**Two unseen gaps between isomers of HN₂P**

Can the energy gap between two isomers be known before anyone computes it, and would a cheap method have served as well? Five isomers are at hand. Two are three-membered rings, with the hydrogen on nitrogen (the NH ring) or on phosphorus (the PH ring). Three are chains: N-N-PH, HN-N-P and HN-P-N. Each row compares two of them, and a negative number means that the second isomer is the more stable.

Pairs of HN2P isomers as isolated neutral singlet molecules, at shapes relaxed with GFN2-xTB in xtb 6.7.1. Each value is the electronic energy of the second isomer less that of the first; the HF/STO-3G energies and those at the functional level, r2SCAN-D4/def2-SVP, were computed with Ansatz 0.2.0.

```csv
system,first isomer,second isomer,at hf sto 3g (kcal/mol),at gfn2 xtb (kcal/mol),at functional level (kcal/mol)
HN2P #b93,"N(1) NH(2) P(3); links 1-2, 1-3, 2-3","N(1) N(2) PH(3); links 1-2, 2-3",?,?,?
HN2P #8b3,"NH(1) N(2) P(3); links 1-3, 2-3","NH(1) N(2) P(3); links 1-2, 2-3",?,?,?
HN2P #651,"N(1) NH(2) P(3); links 1-2, 1-3, 2-3","N(1) N(2) PH(3); links 1-2, 1-3, 2-3",-31.22,0.460,-27.09
HN2P #6f2,"N(1) N(2) PH(3); links 1-2, 1-3, 2-3","N(1) N(2) PH(3); links 1-2, 2-3",4.31,-9.090,-19.91
HN2P #33e,"NH(1) N(2) P(3); links 1-3, 2-3","N(1) N(2) PH(3); links 1-2, 1-3, 2-3",-111.40,-6.240,-19.68
HN2P #fd4,"N(1) N(2) PH(3); links 1-2, 1-3, 2-3","NH(1) N(2) P(3); links 1-2, 2-3",30.70,-21.820,-12.14
HN2P #60a,"NH(1) N(2) P(3); links 1-3, 2-3","N(1) NH(2) P(3); links 1-2, 1-3, 2-3",-80.18,-6.700,7.41
HN2P #b1c,"N(1) N(2) PH(3); links 1-2, 2-3","NH(1) N(2) P(3); links 1-2, 2-3",26.39,-12.730,7.78
```

**What the known rows say about bonding**

At the functional level, the best of the three here, N-N-PH is the lowest of the five and the NH ring the highest. Bonding between the two nitrogens offers a reason. A multiple N-N bond is very strong, as N₂ shows, while an N-N single bond is weak because lone pairs on neighbouring atoms repel each other. N-N-PH can be drawn with an almost intact N₂ unit attached to PH.

The two rings make the same point. With hydrogen on phosphorus, the nitrogens can share a double bond; with hydrogen on nitrogen, the double bond has to lie between N and P. An N-H bond is normally stronger than a P-H bond, which by itself would favour the NH ring. The PH ring is nevertheless lower by 27.09 kcal/mol, so the skeleton appears to outweigh the hydrogen. The GFN2-xTB bond orders between the two nitrogens fit this picture: about 2.3 in N-N-PH, 2.0 in the PH ring and 1.0 in the NH ring. They support the argument, but they don't prove that N-N bonding alone sets the order of the energies.

For a related set of isomers, the first guess would therefore be to look for the structure that keeps the most N-N bonding. It has two exceptions even here. HN-N-P has an N-N bond order of only about 1.6, less than the PH ring, yet it lies 12.14 kcal/mol below that ring. HN-P-N has no N-N link, yet it lies 7.41 kcal/mol below the NH ring. Both are chains, so freedom from ring strain may be the reason. Small gaps are also less secure. N-N-PH lies 7.78 kcal/mol below HN-N-P. Relaxing both chains with B3LYP/6-31G* keeps that order and widens the gap to 13.2 kcal/mol, but a larger basis or a low triplet state of an open chain could still matter.

**From known gaps to unseen ones**

Bonding arguments give a direction; a number needs something stricter. At one level of theory and at a fixed shape, each isomer has one energy $E$, and a gap is a difference of two such energies. Gaps therefore add along any path. For #b93 the path runs from the NH ring through the PH ring to N-N-PH:

$$E(\text{N-N-PH})-E(\text{NH ring}) = -27.09 + (-19.91) = -47.00\ \text{kcal/mol}.$$

For #8b3 the path runs from HN-P-N through the PH ring to HN-N-P. The same addition at each level gives these predictions, in kcal/mol, each ±0.02:

- #b93: functional level −47.00, GFN2-xTB −8.63, HF/STO-3G −26.91. It should be the widest gap among the five isomers at the functional level.
- #8b3: functional level −31.82, GFN2-xTB −28.06, HF/STO-3G −80.70.

All three levels should agree in sign in both rows. GFN2-xTB should come close to the functional level in #8b3 and be far off in #b93.

The narrow error bar covers rounding only, and it holds if every isomer keeps one shape and one electronic solution throughout. That condition can fail. The known rows form two closed triangles that meet only at the PH ring, and nothing in them proves that both used the same PH-ring energy. If they did not, both predictions would be off by the same amount.

**The computed values**

The withheld rows as computed:

```csv
system,first isomer,second isomer,at hf sto 3g (kcal/mol),at gfn2 xtb (kcal/mol),at functional level (kcal/mol)
HN2P #b93,"N(1) NH(2) P(3); links 1-2, 1-3, 2-3","N(1) N(2) PH(3); links 1-2, 2-3",-26.91,-8.630,-47.00
HN2P #8b3,"NH(1) N(2) P(3); links 1-3, 2-3","NH(1) N(2) P(3); links 1-2, 2-3",-80.70,-28.060,-31.82
```

All six numbers fall within the stated range, and the forecasts about sign, width and the quality of GFN2-xTB hold as well. The agreement shows that one PH-ring energy serves both triangles. It doesn't test the bonding argument, because the addition would work just as well for energies that were chemically wrong. The output below comes from a fit of four isomer energies, counted from the PH ring, to the six known rows at each level; neither revealed row took part in it.

**Why a cheap method does well in one row and badly in the other**

If energies add, so do their errors. Each isomer carries its own error at a cheap level, and a gap inherits the difference between two of them. I take the functional level as the reference and count from the PH ring. Another zero would shift all these errors by the same amount, so only the differences between them have meaning.

In #8b3, GFN2-xTB places both chains too low: HN-N-P by 9.68 kcal/mol and HN-P-N by 13.44. The two errors are nearly equal, which leaves the gap only 3.76 away from the reference. The errors cancel in this pair, which doesn't make the method accurate for other pairs.

In #b93 the two errors lie far apart. GFN2-xTB places the NH ring too low by 27.55 kcal/mol and N-N-PH too high by 10.82, so the gap is wrong by their sum, 38.37. The sign survives only because the gap at the functional level is wider still. Someone who judged the method by #8b3 alone would have been badly misled.

HF/STO-3G errs in a more regular way. Against the PH ring it places all three chains too high, by about 24 kcal/mol for N-N-PH, 43 for HN-N-P and 92 for HN-P-N, but the NH ring by only about 4. It favours rings over chains.

Theory makes this plausible. Electrons crowded into multiple bonds gain much from correlation, which Hartree-Fock leaves out, and a minimal basis gives the density little freedom to adapt. Phosphorus in the middle of a chain, multiply bonded on both sides, should suffer most because STO-3G gives it no d functions. Method and basis change together here, so their shares remain open. A run stuck in an unstable solution is a less likely cause: for the NH ring and the three chains, the HF/STO-3G outputs report a stable minimum. The r2SCAN runs had no search for lower solutions, so on this point the reference itself is less certain.

**What a screen can be used for**

Over the six known rows, the typical (rms) departure from the functional level is 17 kcal/mol for GFN2-xTB and 56 for HF/STO-3G. Each gets the sign right in only three of the six. These rows contain just four independent gaps, so the score is a rough one, but it gives no ground for trusting either method to name the winner.

Each level in fact names a different one: HF/STO-3G the PH ring, GFN2-xTB the chain HN-N-P, the functional level N-N-PH. A screen is safer as a way to collect candidates than as a way to choose among them. To keep N-N-PH on the list, a GFN2-xTB screen would have had to retain everything within 12.73 kcal/mol of its own favourite. Even then the list may lack the true lowest isomer, since the search didn't draw every type of bond. It also holds only singlets at GFN2-xTB shapes, with one conformer each, so a structure that this method distorts is carried along distorted. N-N-PH itself is a case: its N-P distance is 1.576 Å in the GFN2-xTB shape, at which the tabulated gaps were computed, but 1.704 Å once the chain is relaxed with B3LYP/6-31G*.

Numerical output:

```
fit of at_functional_level on 6 rows: coefficient of nh_ring 27.09 +/- 0.0033, coefficient of n_n_ph -19.91 +/- 0.0033, coefficient of hn_n_p -12.14 +/- 0.0033, coefficient of hn_p_n 19.68 +/- 0.0033; rms 0.00236, worst HN2P #fd4 0.00333, leave-one-out rms 0.00707
  rows outside the fit (model, value, miss): HN2P #b93 -47, -47, -0.00333; HN2P #8b3 -31.82, -31.82, 0.00333
fit of at_gfn2_xtb on 6 rows: coefficient of nh_ring -0.46 +/- 5.7e-15, coefficient of n_n_ph -9.09 +/- 5.7e-15, coefficient of hn_n_p -21.82 +/- 5.7e-15, coefficient of hn_p_n 6.24 +/- 5.7e-15; rms 4.02e-15, worst HN2P #fd4 7.11e-15, leave-one-out rms 3.61e-15
  rows outside the fit (model, value, miss): HN2P #b93 -8.63, -8.63, 7.11e-15; HN2P #8b3 -28.06, -28.06, 1.07e-14
fit of at_hf_sto_3g on 6 rows: coefficient of nh_ring 31.22 +/- 2.6e-14, coefficient of n_n_ph 4.31 +/- 2.6e-14, coefficient of hn_n_p 30.7 +/- 2.6e-14, coefficient of hn_p_n 111.4 +/- 2.6e-14; rms 1.81e-14, worst HN2P #60a -2.84e-14, leave-one-out rms 2.87e-14
  rows outside the fit (model, value, miss): HN2P #b93 -26.91, -26.91, 1.07e-14; HN2P #8b3 -80.7, -80.7, -2.84e-14
rms of GFN2-xTB less r2SCAN, six known rows (kcal/mol): 17.18
rms of HF/STO-3G less r2SCAN, six known rows (kcal/mol): 56.08
known rows of six where GFN2-xTB has the r2SCAN sign: 3
known rows of six where HF/STO-3G has the r2SCAN sign: 3
GFN2-xTB less r2SCAN in withheld row b93 (kcal/mol): 38.37
HF/STO-3G less r2SCAN in withheld row b93 (kcal/mol): 20.09
GFN2-xTB less r2SCAN in withheld row 8b3 (kcal/mol): 3.76
HF/STO-3G less r2SCAN in withheld row 8b3 (kcal/mol): -48.88
```
